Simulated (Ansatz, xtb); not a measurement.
Ligand exchange: GeH3Br + CH4 → GeH3(CH3) + HBr

Species: GeH3Br `[GeH3][Br]`, singlet; CH4 (methane) `C`, singlet; GeH3(CH3) (methyl germane), singlet; HBr (hydrogen bromide), singlet. The partners trade Br for CH3: Ge–Br and H–CH3 bonds give way to Ge–CH3 and H–Br.

Shapes, held fixed at every level: PBE0-D4/def2-TZVP. Programs: Ansatz 0.2.0, xtb 6.7.1. The zero-point and thermal change to 298 K, harmonic and unscaled (PBE0-D4/def2-TZVP), is -8.4 kJ/mol.

Question: Estimate ΔH(298 K) of this reaction.

Answer: The highest level, CCSD(T)/def2-TZVPP, gives ΔH(298 K) = +85.4 kJ/mol; the levels span +85.4 to +106.3. The column of differences is taken from that level and isn't an error. No measured value is set beside it here. Relativity is left out for Br, Ge unless named. Correlated rows may include outer-core shells of Br, Ge, which these sets cover unevenly. Times are processor times on shared x86 and Arm servers, and rough.

| level | kind | ΔH(298 K) (kJ/mol) | less CCSD(T)/def2-TZVPP | CPU time (sum over the molecules) |
| --- | --- | --- | --- | --- |
| GFN0-xTB | semi-empirical | +93.0 | +7.6 | 0.23 s |
| HF/def2-SVP | Hartree–Fock | +101.4 | +16.0 | – |
| HF/def2-TZVPP | Hartree–Fock | +106.3 | +20.9 | – |
| r2SCAN-D4/def2-TZVPP | meta-GGA | +93.6 | +8.2 | 19 s |
| B3LYP-D4/def2-TZVPP | global hybrid | +94.2 | +8.8 | 15 s |
| wB97M-V/def2-TZVPP | range-separated hybrid | +91.5 | +6.1 | 34 s |
| wB97X-V/def2-TZVPP | range-separated hybrid | +91.5 | +6.1 | 27 s |
| B2PLYP/def2-TZVPP | double hybrid | +93.2 | +7.8 | 20 s |
| CCSD(T)/def2-TZVPP | coupled cluster or CI | +85.4 | 0.0 | 1.8 min |

The exchange is strongly endothermic at every level, so its direction doesn't depend on the treatment of correlation, though its size does. Methane gives up a strong C–H bond and gets a weaker H–Br bond in return, while germanium trades a polar bond to electronegative bromine for a less polar one to carbon. The new Ge–C bond can't make good both losses. Read backwards, this is the cleavage of a germanium–carbon bond by HBr, which is downhill in enthalpy, in line with the known acid cleavage of organogermanes.

Hartree–Fock gives the largest values, and the bigger basis raises its result from +101.4 to +106.3 kJ/mol, so its distance from coupled cluster isn't cured by a larger set. The density functionals lie between the two, probably because they recover much of the correlation that favours the products. With two molecules on each side, the entropy change should be modest and the free energy at room temperature is probably positive too. Nothing here bears on the barrier in either direction.
